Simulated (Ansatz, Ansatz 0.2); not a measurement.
# PtCoO₂ notebook: trying to compute the in-plane resistivity at room temperature

*Notes of a novice, printed with their mistakes. Don't take the settings or the reasoning as a model; a review follows at the end.*

## Reference data

PtCoO₂ is a layered oxide that conducts very well along its layers. The number I want to reproduce is the in-plane resistivity of a single crystal at room temperature, 1.8 µΩ cm. It is given in "The Fermi surface of PtCoO2 from quantum oscillations and electronic structure calculations" (2020, arXiv:1912.13071), which quotes it from earlier work, so the transport measurement itself belongs to that earlier work. A second value, 2.1 µΩ cm, comes from "Nearly-free electrons in a 5d delafossite oxide metal" (2015, arXiv:1510.02439). There the crystal was cut into a small structure with a focused ion beam and measured with four contacts and an alternating current. I take the first value as my reference. The electronic heat capacity is not compared here.

| compared with | measured | source's wording or label | T (K) | method |
| --- | --- | --- | --- | --- |
| rho ab 300 K (microohm cm) | 1.8 | 1.8 microohm cm | room temperature | electrical transport; quoted there from earlier work * |
| rho ab 300 K (microohm cm) | 2.1 | 2.1 microohm cm | room temperature | four-probe a.c. transport |

Where a quantity has several values, deviations refer to the one marked *.

Conditions are those given with the value in the passage it was taken from; "not stated" means there, and the paper may say more elsewhere. The values are a selection: others may have been left out beforehand as unlike or outlying.

## Method

I want to get the resistivity at 300 K from a calculation of how the electrons scatter off the vibrations of the lattice. The model is the primitive cell with four atoms, with the PBE functional, because that is the one I have seen used most.

I will call it a success if I land within 10 % of 1.8 µΩ cm. I have no deeper reason for this; ten per cent is what I would accept in a lab exercise. My plan is to start from settings I already know, look at the resistivity, and change something if it is off.

System: CoPtO2, R-3m; R-3m (No. 166), 4 atoms in the primitive cell, starting cell a = 2.8245 A, c = 17.8182 A (10.26 A^3 an atom), from a database structure; each run says which cell it uses; structure from the Materials Project.

## 1. First try with the silicon settings

The tutorial I worked through was on silicon, and it used fixed occupations and left the cutoff at its default. It ran without trouble there, so I copy both. The k mesh is 6×6×6, which looks like plenty for four atoms. I expect a resistivity somewhere near 2 µΩ cm.

**Run 1.** Ansatz 0.2: PBE, PAW set soft_2, the base cell, relaxed with PBE at default settings, cutoff default, k 6x6x6, q 2x2x2, scattering mesh 12x12x12, fixed, Fourier-interpolated phonons.

Key lines of the input:
```
crystal:
  lattice:
    - [1.4266605111, 0.8236828301, 5.9721940595]
    - [-1.4266605111, 0.8236828301, 5.9721940595]
    - [0.0, -1.6473656603, 5.9721940595]
kpoints:
  mp_grid: { grid: [6, 6, 6] }
hamiltonian:
  xc: pbe
scf:
  occupations: { method: fixed }
  max_iter: 90
phonons:
  method: dfpt
  qmesh: [2, 2, 2]
  electrical_resistivity:
    mesh: [12, 12, 12]
    temperatures: [20.0, 50.0, 80.0, 100.0, 150.0, 200.0, 273.0, 300.0, 400.0, 500.0, 600.0, 800.0]
  superconductivity: { mesh: [12, 12, 12], eliashberg_equations: false }
  electron_occupations: "off"
```

Command:
```
ansatz run input.yaml --threads 8 --pin off --max-ram 16384MiB --backend cpu --events-out ev --progress --plain --runs-dir out
```

Selected lines of the output:
```
Error: 2 input errors — fix all and re-run
  1. phonons.electrical_resistivity with scf.occupations: <method: fixed | width below 1e-15 eV> — under fixed occupations no state is partly filled, and the resistivity is of the states about the Fermi level of a metal; use a smeared scf.occupations method, …
  2. phonons.superconductivity with scf.occupations: <met
```

Input refused; 8 cores of Arm Neoverse V2, shared host.

The program refused the input. Both errors point at the fixed occupations. The first says that the resistivity belongs to the states about the Fermi level of a metal, and that with fixed occupations no state is partly filled. It seems fussy to me, since the same line was fine for silicon, but it asks for a smeared method, so I will put one in.

## 2. Smearing on, small meshes

I take Methfessel-Paxton with 0.2 eV, a name I have seen in other people's inputs. After the refusal I mainly want to see a number come out, so I make the k mesh 2×2×2 and the scattering mesh 8×8×8, with the cutoff at 420 eV. The cell has only four atoms, so I think a small mesh will do. I still expect about 2 µΩ cm.

**Run 2.** Ansatz 0.2: PBE, PAW set soft_2, the base cell, relaxed with PBE at default settings, cutoff 420 eV, k 2x2x2, q 2x2x2, scattering mesh 8x8x8, methfessel-paxton 0.2 eV, Fourier-interpolated phonons.

Key lines of the input, as changed from run 1:
```diff
  kpoints:
-   mp_grid: { grid: [6, 6, 6] }
+   mp_grid: { grid: [2, 2, 2] }
  scf:
-   occupations: { method: fixed }
+   occupations: { method: methfessel_paxton, width: 0.2 }
  phonons:
    electrical_resistivity:
-     mesh: [12, 12, 12]
+     mesh: [8, 8, 8]
-   superconductivity: { mesh: [12, 12, 12], eliashberg_equations: false }
+   superconductivity: { mesh: [8, 8, 8], eliashberg_equations: false }
```

Selected lines of the output:
```
electrical resistivity: the mode of lowest frequency at the wavevector [0.0000, 0.0000, -0.5000] is imaginary, -167.72 cm⁻¹ (written negative): the force constants describe an unstable lattice; relax the structure, enlarge phonons.supercell (under dfpt, …
```

Ended with an error; 9 s of wall time. Warnings: some interpolated modes lie at or below zero frequency.

This run ends with an error. The program stops because one vibration has an imaginary frequency, printed as -167.72 cm⁻¹, and it says that the force constants describe an unstable lattice. The crystal obviously exists, since people have measured it, so I think the program is being too sensitive. It suggests relaxing the structure, but the cell I use has already been relaxed with PBE, so I leave it alone.

## 3. More smearing to calm it down

I read somewhere that smearing helps when a metal misbehaves, so I double the width to 0.4 eV and switch to Gaussian, which sounds like the simplest kind. I also go back to the 6×6×6 k mesh and the 12×12×12 scattering mesh from my first input, as the small ones finished in seconds and I can afford to wait longer. I expect the imaginary vibration to go away and the resistivity to come out near the measured one.

**Run 3.** Ansatz 0.2: PBE, PAW set soft_2, the base cell, relaxed with PBE at default settings, cutoff 420 eV, k 6x6x6, q 2x2x2, scattering mesh 12x12x12, gaussian 0.4 eV, phonons between the q points by Fourier interpolation alone.

Key lines of the input, as changed from run 1:
```diff
  scf:
-   occupations: { method: fixed }
-   max_iter: 90
+   occupations: { method: gaussian, width: 0.4 }
```

Selected lines of the output:
```
SCF converged after 8 iterations
           mesh   spin    states/(eV spin)  plasma energy (eV)         λ      λ_tr    ħω_log (meV)
       12×12×12                     0.2543              4.3985    0.0616    0.0615          17.410
          6×6×6                    10.8120              2.0843    0.3585    2.8294          28.793
     T (K)       trace/3  mesh converged            xx            yy            zz    lowest order   relaxation time
    300.00      6.3513e1              no      3.0159e0      3.0158e0      1.8451e2        8.5765e1          6.3400e1
  not converged in the mesh (λ; λ_tr; the resistivity at 20 K by 118.98 %; the resistivity at 50 K by 115.97 %; the resistivity at 80 K by 188.71 %; the resistivity at 100 K by 242.47 %; the resistivity at 150 K by 298.30 %; the …
```

Converged; 2.1 min of wall time. Warnings: not converged in the scattering mesh by the run's own test.

| quantity | run 3 | measured | deviation |
| --- | --- | --- | --- |
| rho ab 300 K (microohm cm) | 3.016 | 1.8 | +1.216 (+67.6 %) |
| gamma (mJ/(mol K²)) | 1.273 |  |  |
| lambda | 0.0616 |  |  |
| omega_log (meV) | 17.41 |  |  |
| N(EF) per formula unit (1/eV) | 0.509 |  |  |
| volume per atom (Å³) | 10.53 |  |  |

This time I get a resistivity. In the plane it is 3.016 µΩ cm at 300 K, against 1.8 measured, so it is 67.6 % too high and well outside my 10 %. The imaginary vibration no longer stops the run, and I put that down to the larger smearing.

There is a long message about the mesh not being converged. The line above it says that the SCF converged after 8 iterations, so I take the calculation itself to be fine. I wonder more about the experiment: the two measured values, 1.8 and 2.1, don't agree with each other either, and perhaps a different crystal would give something closer to 3.

## 4. Back to the narrower smearing

Since smearing seems to be the knob that matters, I turn it back to Methfessel-Paxton with 0.2 eV and keep the 6×6×6 and 12×12×12 meshes. My guess is that less smearing means less scattering, so the resistivity should drop towards 2 µΩ cm.

**Run 4.** Ansatz 0.2: PBE, PAW set soft_2, the base cell, relaxed with PBE at default settings, cutoff 420 eV, k 6x6x6, q 2x2x2, scattering mesh 12x12x12, methfessel-paxton 0.2 eV, phonons between the q points by Fourier interpolation alone.

Key lines of the input, as changed from run 3:
```diff
  crystal:
    lattice:
-     - [1.4266605111, 0.8236828301, 5.9721940595]
-     - [-1.4266605111, 0.8236828301, 5.9721940595]
-     - [0.0, -1.6473656603, 5.9721940595]
+     - [1.4266605111, 0.8236828302, 5.9721940425]
+     - [-1.4266605111, 0.8236828302, 5.9721940425]
+     - [0.0, -1.6473656603, 5.9721940425]
  scf:
-   occupations: { method: gaussian, width: 0.4 }
+   occupations: { method: methfessel_paxton, width: 0.2 }
```

Command:
```
ansatz run input.yaml --threads 4 --pin off --max-ram 16384MiB --backend cpu --events-out ev --progress --plain --runs-dir out
```

Selected lines of the output:
```
SCF converged after 9 iterations
           mesh   spin    states/(eV spin)  plasma energy (eV)         λ      λ_tr    ħω_log (meV)
       12×12×12                     0.3032              4.3629    0.0701    0.0736          17.493
          6×6×6                    10.8041              1.9728    0.1473    2.9168          26.083
          3×3×3                     0.7545              3.7488    0.1903    0.2459          22.968
     T (K)       trace/3  mesh converged            xx            yy            zz    lowest order   relaxation time
    300.00      5.8987e1              no      3.7259e0      3.7259e0      1.6951e2        7.5017e1          5.8894e1
  not converged in the mesh (λ; λ_tr; the resistivity at 20 K by 92.75 %; the resistivity at 50 K by 92.59 %; the resistivity at 80 K by 165.14 %; the resistivity at 100 K by 236.80 %; the resistivity at 150 K by 290.60 %; the …
```

Converged; 3.9 min on 4 cores of Arm Neoverse V2, shared host. Warnings: not converged in the scattering mesh by the run's own test.

| quantity | run 4 | measured | deviation |
| --- | --- | --- | --- |
| rho ab 300 K (microohm cm) | 3.726 | 1.8 | +1.926 (+107.0 %) |
| gamma (mJ/(mol K²)) | 1.530 |  |  |
| lambda | 0.0701 |  |  |
| omega_log (meV) | 17.49 |  |  |
| N(EF) per formula unit (1/eV) | 0.606 |  |  |
| volume per atom (Å³) | 10.53 |  |  |

The resistivity went up, not down: 3.726 µΩ cm at 300 K, more than twice the measured 1.8. So my idea that less smearing means less scattering doesn't hold here.

The message about the mesh is back too, and this time I looked at the small table above it. The density of states is 0.3032 on the 12×12×12 mesh, 10.8041 on 6×6×6 and 0.7545 on 3×3×3. I had taken "SCF converged" to cover everything, but these numbers jump about although the SCF converged in 9 iterations. The message seems to be about the scattering mesh, which is a separate setting, and I shouldn't have brushed it aside last time. It also makes me less ready to blame the crystal.

## 5. A denser scattering mesh

I leave the smearing alone and raise the scattering mesh to 18×18×18. I hope that the message goes away and that the resistivity comes down towards 1.8 µΩ cm, though I can't say why a denser mesh should lower it.

**Run 5.** Ansatz 0.2: PBE, PAW set soft_2, the base cell, relaxed with PBE at default settings, cutoff 420 eV, k 6x6x6, q 2x2x2, scattering mesh 18x18x18, methfessel-paxton 0.2 eV, phonons between the q points by Fourier interpolation alone.

Key lines of the input, as changed from run 3:
```diff
  scf:
-   occupations: { method: gaussian, width: 0.4 }
+   occupations: { method: methfessel_paxton, width: 0.2 }
  phonons:
    electrical_resistivity:
-     mesh: [12, 12, 12]
+     mesh: [18, 18, 18]
-   superconductivity: { mesh: [12, 12, 12], eliashberg_equations: false }
+   superconductivity: { mesh: [18, 18, 18], eliashberg_equations: false }
```

Selected lines of the output:
```
           mesh   spin    states/(eV spin)  plasma energy (eV)         λ      λ_tr    ħω_log (meV)
       18×18×18                     0.2260              4.1280    0.0645    0.0694          16.900
          9×9×9                     0.4174              3.1969    0.0581    0.0709          19.786
     T (K)       trace/3  mesh converged            xx            yy            zz    lowest order   relaxation time
    300.00      3.9802e1              no      4.3039e0      4.3038e0      1.1080e2        4.9222e1          3.9535e1
  not converged in the mesh (λ; λ_tr; the resistivity at 20 K by 85.65 %; the resistivity at 50 K by 77.69 %; the resistivity at 80 K by 76.46 %; the resistivity at 100 K by 75.03 %; the resistivity at 150 K by 71.60 %; the …
```

Converged; 3.2 min on 8 cores of Arm Neoverse V2, shared host. Warnings: not converged in the scattering mesh by the run's own test.

| quantity | run 5 | measured | deviation |
| --- | --- | --- | --- |
| rho ab 300 K (microohm cm) | 4.304 | 1.8 | +2.504 (+139.1 %) |
| gamma (mJ/(mol K²)) | 1.134 |  |  |
| lambda | 0.0645 |  |  |
| omega_log (meV) | 16.9 |  |  |
| N(EF) per formula unit (1/eV) | 0.452 |  |  |
| volume per atom (Å³) | 10.53 |  |  |

The resistivity went up again, to 4.304 µΩ cm at 300 K, which is 139.1 % above the measured value. The message about the mesh hasn't gone away either. At 150 K it now complains of 71.60 %, where it was 290.60 % before, so the denser mesh has helped with that, but the result is still marked as not converged.

I had hoped that a better mesh would bring me closer to 1.8, and it took me further away. The 3.016 from the wide smearing is still my closest number, and I was tempted to write that one down as my result. But it carries the same message, so being closer doesn't make it any better. I don't know where the resistivity would settle on a still denser mesh, and I stop here without a value I can trust.

## Comparison with experiment

| run | settings | rho ab 300 K (microohm cm) | deviation | cost | status |
| --- | --- | --- | --- | --- | --- |
| 1 | PBE, cutoff default, k 6x6x6, scattering mesh 12x12x12, fixed, Fourier-interpolated phonons | – |  | – | input refused |
| 2 | PBE, cutoff 420 eV, k 2x2x2, scattering mesh 8x8x8, methfessel-paxton 0.2 eV, Fourier-interpolated phonons | – |  | 72 core-s | ended with an error |
| 3 | PBE, cutoff 420 eV, k 6x6x6, scattering mesh 12x12x12, gaussian 0.4 eV, phonons between the q points by Fourier interpolation alone | 3.016 | +1.216 (+67.6 %) | 17 core-min |  |
| 4 | PBE, cutoff 420 eV, k 6x6x6, scattering mesh 12x12x12, methfessel-paxton 0.2 eV, phonons between the q points by Fourier interpolation alone | 3.726 | +1.926 (+107.0 %) | 16 core-min |  |
| 5 | PBE, cutoff 420 eV, k 6x6x6, scattering mesh 18x18x18, methfessel-paxton 0.2 eV, phonons between the q points by Fourier interpolation alone | 4.304 | +2.504 (+139.1 %) | 26 core-min |  |
|  | measured | 1.8 |  |  |  |

## Closing entry

I haven't reproduced the measurement. My three resistivities in the plane run from 3.016 to 4.304 µΩ cm, the measured one is 1.8, and none of the three is within my 10 %. All of them came with the message that the scattering mesh is not converged, so I can't say whether PBE gets this crystal right or wrong.

I spent the first part of the work on settings from a silicon tutorial and on the smearing, because those were the things I knew how to change. I also suspected the crystal before I had read my own output properly. What I take from it is that "SCF converged" says nothing about the scattering mesh, and that a number closer to experiment isn't better for that reason.

If I come back to this, I would make the scattering mesh denser until the resistivity stops moving, and only then compare. I also still don't understand the imaginary vibration in my second run. I blamed the smearing for it, but I never really found out. For now the page for the result stays empty.

## An expert's review

The notebook identifies its reference value properly, but its 10 % target is arbitrary: the two measured values already differ by about 17 %. Changing settings whenever the result is "off" is also a poor plan, because it tunes the calculation towards the answer. Each mesh should be tested before any comparison.

Run 1 copies fixed occupations from silicon. They suit silicon because it has a gap, but a metal has partly filled states, and these carry the current. The refusal was therefore correct, not fussy, and the cure was one line of input.

Run 2 uses a 2×2×2 k mesh on the grounds that the cell is small. The reverse holds: a small cell needs more k points, and a metal more still. The imaginary vibration was a real warning, not oversensitivity. That the crystal exists was a reason to doubt the calculation, though leaving the relaxed cell alone was reasonable. Run 4 has the same smearing and q mesh but a 6×6×6 k mesh, and it gets past this point. Its scattering mesh differs too, but the unstable wavevector (0, 0, -0.5) is a point of the 2×2×2 q mesh that both runs share, so the scattering mesh does not set its frequency. The coarse k mesh was thus to blame, which answers the question left open in the closing entry. Run 4, with that k mesh, cost about 16 core-minutes.

Run 3 therefore wrongly credits the wider smearing with the cure. It also takes "SCF converged" to cover the scattering mesh, although the program's test shows the resistivity at 300 K moving by 305 % between its two finest meshes. Blaming the crystal was unfounded. Impurities add resistivity, so leaving them out of the calculation cannot explain a result that is too high.

Run 4 starts from the belief that less smearing means less scattering. This smearing is a numerical aid, not a physical source of scattering. It does alter the computed phonons and couplings, with no fixed sign, and results this unconverged cannot test the idea. The beginner does now read the mesh table, sees the density of states jump, and rightly withdraws the earlier dismissal of the warning.

Run 5, the denser twin of run 4, was the right next step and cost only 26 core-minutes. It raises the in-plane resistivity from 3.726 to 4.304 µΩ cm, and by the program's test the resistivity at 300 K still moves by about 65 % between its two finest meshes. The fall in the warning from 290.60 % to 71.60 % is weaker evidence of progress than the notebook thinks: run 4 was compared with a 6×6×6 mesh whose density of states was wildly out, run 5 with a 9×9×9 mesh. That run 3 lies closest to experiment is chance, and the beginner was right not to adopt it.

The closing plan to refine the scattering mesh is sound but incomplete. The k and q meshes need the same test, since a 2×2×2 q mesh can leave errors of tens of per cent in small cells.

The verdict is that there is no sound simulation here to set against the measured 1.8 µΩ cm. The excess in runs 3 to 5 counts neither against PBE nor against the experiment. How much of it would survive converged meshes, and what spin-orbit coupling would change, is not shown in this report.

[Logs are printed without paths, hosts, clocks, repeated set-up lines and the standing remarks that a program may print on its own settings, such as how far it seeks lower states.]

[The runs shown are a pick from a larger set of finished runs; failed, doubtful and other runs were left out of it ahead of writing. So were measured values far from every level or from commonly accepted values, and agreement can look better than it is. Lines of input and output are excerpts and may be shortened.]
